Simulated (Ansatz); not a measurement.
# BSiH4O2F (SMILES OB(F)O[SiH3]): the vertical ionisation energy, rung by rung

The species is BSiH4O2F (9 atoms), meant as a singlet with charge 0. SMILES: `OB(F)O[SiH3]`. The coordinates come from a PBE0-D4/def2-TZVP relaxation. This is one conformer, not always the lowest.

Quantity: the vertical ionisation energy (to the doublet cation), in eV. The values are calculated.

```csv
level,kind,program,value (eV),CPU time (all runs)
HF/6-31G* (spherical functions),Hartree–Fock,Ansatz,11.33,9.1 s
B3LYP/6-31G* (spherical functions),global hybrid,Ansatz,11.22,19 s
PBE0/6-31G* (spherical functions),global hybrid,Ansatz,11.29,15 s
B3LYP/6-31G* (Cartesian functions),global hybrid,Ansatz,11.22,20 s
wB97M-V/6-31G* (spherical functions),range-separated hybrid,Ansatz,11.55,2 min
wB97X/6-31G* (spherical functions),range-separated hybrid,Ansatz,11.65,69 s
RPA@PBE0/6-31G* (spherical functions),RPA,Ansatz,11.21,26 s
BCCD(T)/6-31G* (spherical functions),coupled cluster or CI,Ansatz,11.46,1.7 min
```

The values span 11.21 to 11.65 eV. CPU times are rough (shared hosts, several kinds of processor): they show what a rung costs within a factor of a few.

Ionisation costs about as much as expected for a molecule whose most weakly bound electrons sit in oxygen lone pairs and Si–H bonds. Donation from oxygen and fluorine into the empty boron p orbital stabilises the lone pairs, while the electronegative substituents hold the remaining valence electrons more tightly.

Taking BCCD(T) at 11.46 eV as the internal reference, the global hybrids and RPA fall below it and both range-separated hybrids above, possibly because long-range exchange disfavours spreading the positive hole. wB97M-V, at 11.55 eV, comes closest. Hartree–Fock, at 11.33 eV, is also near, so the net correlation contribution is modest. Losing a partner from an electron pair usually costs appreciable correlation energy, especially in a compact oxygen lone pair; the small shift therefore suggests a hole shared over several centres or with sizeable Si–H character. The energies alone cannot settle that assignment. Nor does agreement with coupled cluster in this small basis, which lacks diffuse functions, establish agreement with experiment.
